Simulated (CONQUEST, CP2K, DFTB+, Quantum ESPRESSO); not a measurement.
# Forces in four-layer phosphorene with S on P sites: tight binding and atom-centred bases against plane-wave PBE

A layered phosphorus–sulfur electrode or transistor channel has to be relaxed, and often run through molecular dynamics, before its properties can be computed. Both tasks need forces many times over, so a cheaper model is attractive if its forces are close enough. The problem is to find how far six cheaper or different levels lie from plane-wave PBE on one disordered cell of 96 atoms, 21 of them sulfur. The measure is the r.m.s. difference of force components, as a share of the reference's own r.m.s. component of 0.668 eV/Å. The reference is itself one program's result at a finite cutoff, so the shares are distances from it and not errors against nature.

## Set-up

One cell of 96 atoms: 4 layers of phosphorene (a = 3.314 Å), 3 x 2 cells, biaxial strain +4 %, every second layer slid by 0.500 of a1; facing atoms 3.43, 3.33, 3.29 Å apart; 16 Å of vacuum; 21 of 96 P replaced by S at random; displaced by a Gaussian of 0.04 Å. Then every atom was moved at random, 0.02 Å r.m.s. a Cartesian component. Every run is a single point on the same atoms, without spin polarisation; electronic-structure runs share their k-points (Γ alone) and a smearing of 0.05 eV. Reference: Quantum ESPRESSO 7.5, PBE, SSSP efficiency 1.3.0 pseudopotentials, plane waves to 612 eV; its r.m.s. force component is 0.668 eV/Å. Other programs: CONQUEST 1.3, CP2K 2026.2 and DFTB+ 25.1. In the run that the rows count from, the cell has a spacing of 0.04 eV between highest filled and lowest empty level, and its k-points sample 9 Å along the shortest periodic direction.

Notes on method and selection:

- The reference is one program's result at a finite cutoff, not the truth.
- Tight-binding models were fitted mostly to molecules.
- Each program runs at its own cutoffs and thresholds.
- Runs made unsound on purpose, GPAW plane-wave runs under 500 eV and SIESTA runs with D3 or with its warning on the neutral-atom potential of Cu, Fe, Ni or Zn are left out.
- A level that differs from the reference in program or basis and in functional mixes both effects.
- Runs that did not converge, have known faults or may not be shown are not listed, and runs on Ansatz's PAW sets soft_1 and soft_2 are kept to separate tables.

Columns:

- kind: kind of method.
- force share (%): r.m.s. difference of force components from the reference, over the reference's r.m.s. force component.
- force slope: slope of the run's force components against the reference's.

## Data

| member | kind | force share (%) | force slope | remark |
| --- | --- | --- | --- | --- |
| DFTB+, DFTB 3ob-3-1 | tight binding | 184.43 | 1.839 |  |
| DFTB+, IPEA1-xTB | tight binding | 93.05 | 1.205 |  |
| DFTB+, GFN2-xTB | tight binding | 88.30 | 1.298 |  |
| CONQUEST, PBE, DZP orbitals | atom-centred basis | 22.15 | 1.037 |  |
| CP2K, PBE, DZVP-MOLOPT (UZH set) | atom-centred basis | 12.54 | 1.000 | grid cutoff 350 Ry |
| CP2K, revPBE, DZVP-MOLOPT (UZH set) | atom-centred basis | 10.65 | 1.018 | grid cutoff 350 Ry |
| QE, PBE, SSSP efficiency (reference) | plane waves | – | – |  |

## What drives the series

The levels fall into two groups. The three runs with atom-centred bases differ from the reference by 10.65 to 22.15 %, the three tight-binding models by 88.30 to 184.43 %. A model that returned zero for every force would score 100 %, so GFN2-xTB and IPEA1-xTB do only slightly better than that, and DFTB with 3ob-3-1 does worse.

No slope is below 1, so no level gives forces that are too weak overall. The slope alone does not set the order: IPEA1-xTB has a smaller slope than GFN2-xTB but a larger share.

A simple model separates forces that are too strong from forces that are wrongly distributed.

1. Near its rest positions $x_0$ the reference is taken as harmonic, with force constants $K$: $F_{\rm ref} = -K(x - x_0)$.
2. The other level is taken to have force constants $sK$ and rest positions shifted by $\delta$: $F = -sK(x - x_0 - \delta) = s(F_{\rm ref} + e)$, with $e = K\delta$.
3. The difference is then $F - F_{\rm ref} = (s-1)F_{\rm ref} + s\,e$.
4. If $e$ is uncorrelated with $F_{\rm ref}$, the cross term averages to zero. With $\eta$ as the r.m.s. of $e$ over that of $F_{\rm ref}$, the force share $D$, written as a fraction, follows:

$$D^2 = (s-1)^2 + s^2\eta^2$$

5. Levels of one kind are assumed to share one $\eta$. This leaves two parameters, $\eta_{\rm TB}$ for tight binding and $\eta_{\rm AO}$ for atom-centred bases.

The slope $s$ is read from the table. For a least-squares slope, step 4 holds whatever the origin of $e$, so the test bears on step 5 and not on the harmonic picture. Because $s$ already requires the reference forces, the model interprets a comparison and cannot replace one.

## Fixing and testing the model

The parameters are fixed on IPEA1-xTB and on CP2K with PBE.

IPEA1-xTB: $\eta_{\rm TB}^2 = ((93.05/100)^2 - (1.205 - 1)^2)/1.205^2 = 0.567$

CP2K, PBE: $\eta_{\rm AO}^2 = ((12.54/100)^2 - (1.000 - 1)^2)/1.000^2 = 0.01573$

The other four rows follow from their slopes.

GFN2-xTB: $100 \times \sqrt{(1.298 - 1)^2 + 1.298^2 \times 0.567} = 102.2$ %, against 88.30 % in the table.

DFTB 3ob-3-1: $100 \times \sqrt{(1.839 - 1)^2 + 1.839^2 \times 0.567} = 161.9$ %, against 184.43 %.

CONQUEST, PBE: $100 \times \sqrt{(1.037 - 1)^2 + 1.037^2 \times 0.01573} = 13.5$ %, against 22.15 %.

CP2K, revPBE: $100 \times \sqrt{(1.018 - 1)^2 + 1.018^2 \times 0.01573} = 12.9$ %, against 10.65 %.

The r.m.s. miss over these four rows is 14 points, while their scatter about their own mean is 69. Most of that scatter is the gap between the two kinds of method, which the two parameters contain from the start. A fairer comparison gives each row the share of its anchor, 93.05 or 12.54 %, and ignores the slope; the r.m.s. miss is then 46 points. The gain rests on DFTB 3ob-3-1, the one row with a very large slope. For GFN2-xTB and for CP2K with revPBE the plain anchor value is closer than the model.

## Outliers

The assumption that fails is the common $\eta$. Solved row by row, the formula gives 0.64 for GFN2-xTB, 0.75 for IPEA1-xTB and 0.89 for DFTB 3ob-3-1. The model is therefore too high for the first by about 14 points and too low for the last by about 23. These models were fitted mostly to molecules, and sulfur forced onto a phosphorus site with three neighbours is a likely place for such fits to fail, each in its own way.

Among the atom-centred bases, CONQUEST needs 0.21 where CP2K with PBE needs 0.13, and the model is too low by about 9 points. The two differ in both orbitals and pseudopotentials, so the excess may come from either. The orbitals do matter: a further CONQUEST run, not tabled, with multi-site support functions of short range gives clearly larger forces than the full DZP set.

CP2K with revPBE lies closer to the PBE reference than CP2K with PBE does. The change of functional must therefore partly offset the difference due to basis and pseudopotential, which is a cancellation and no merit of revPBE.

## Closing remarks

On this cell, CP2K with PBE and a double-zeta basis differs from the plane-wave forces by $12.54 / 100 \times 0.668 = 0.084$ eV/Å, r.m.s. per component. With force differences close to or above the reference forces themselves, none of the three tight-binding models can be trusted to relax it as PBE would. Dividing their forces by the slope would not rescue them, since $\eta$, the part that remains, is 64 % or more. These findings hold for one strained, sulfur-rich, randomly displaced structure and need not carry over to ordered phosphorene.

Dispersion is absent from the reference and from the three runs with atom-centred bases alike, so it plays no part in their differences. The two xTB models do include it, so their distance from the reference contains a dispersion part, which the table does not separate from the rest.
